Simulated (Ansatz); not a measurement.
C2H6Sb: which of these isomers lies lowest?

3 of its isomers, all doublets with charge 0: A = `[CH3][Sb][CH3]`; B = `[CH2][SbH][CH3]`; C = `C[CH2][SbH]`.

Shapes, held fixed at every level: PBE0-D4/def2-TZVP. Flexible molecules stand in one conformer, not always the lowest. Programs: Ansatz 0.2.0.

Electronic energies in kJ/mol, without zero-point or thermal terms.

**Question.** From chemical knowledge, estimate the order of stability.

**Answer.** A < C < B in rising energy, over a span of 158 kJ/mol, by CCSD(T)/def2-TZVPP. All levels agree on that. The B − A difference spans +140.3 to +172.3 kJ/mol over the levels. Open shells run unrestricted unless RO is named. For atoms past krypton def2 sets carry core potentials with scalar relativity. Correlated rows may include outer-core shells of Sb, which these sets cover unevenly.

```tsv
level	kind	B − A	C − A
HF/def2-SVP	Hartree–Fock	+146.3	+10.6
HF/def2-TZVPP	Hartree–Fock	+140.3	+21.2
PBE-D4/def2-TZVPP	GGA	+157.6	+27.7
BHLYP-D4/def2-TZVPP	global hybrid	+154.7	+25.3
PBE0-D4/def2-TZVPP	global hybrid	+158.9	+25.8
MP2/def2-TZVPP	perturbation theory	+172.3	+30.8
CCSD/def2-TZVPP	coupled cluster or CI	+157.1	+25.4
CCSD(T)/def2-TZVPP	coupled cluster or CI	+158.0	+26.6
```

Dimethylstibinyl, A, is the most stable of the three, with its ethyl isomer C moderately higher and the carbon-centred radical B far above both. In A and C the unpaired electron sits in an essentially 5p orbital on antimony, beside a lone pair of largely 5s character. Going from A to B moves a hydrogen from carbon to antimony, giving up a strong C–H bond for a weak Sb–H bond, whose diffuse antimony orbitals overlap poorly with hydrogen 1s. The B − A gap is thus the difference between the C–H and Sb–H bond energies of dimethylstibine. C pays the same penalty but recovers most of it by replacing an Sb–C bond with a stronger C–C bond, which explains its much smaller gap.

That near-cancellation probably also makes C − A sensitive in relative terms: at Hartree–Fock level it grows from +10.6 to +21.2 kJ/mol with the larger basis, while its sign holds throughout. The energies establish a thermodynamic order only, not how readily the radicals interconvert.
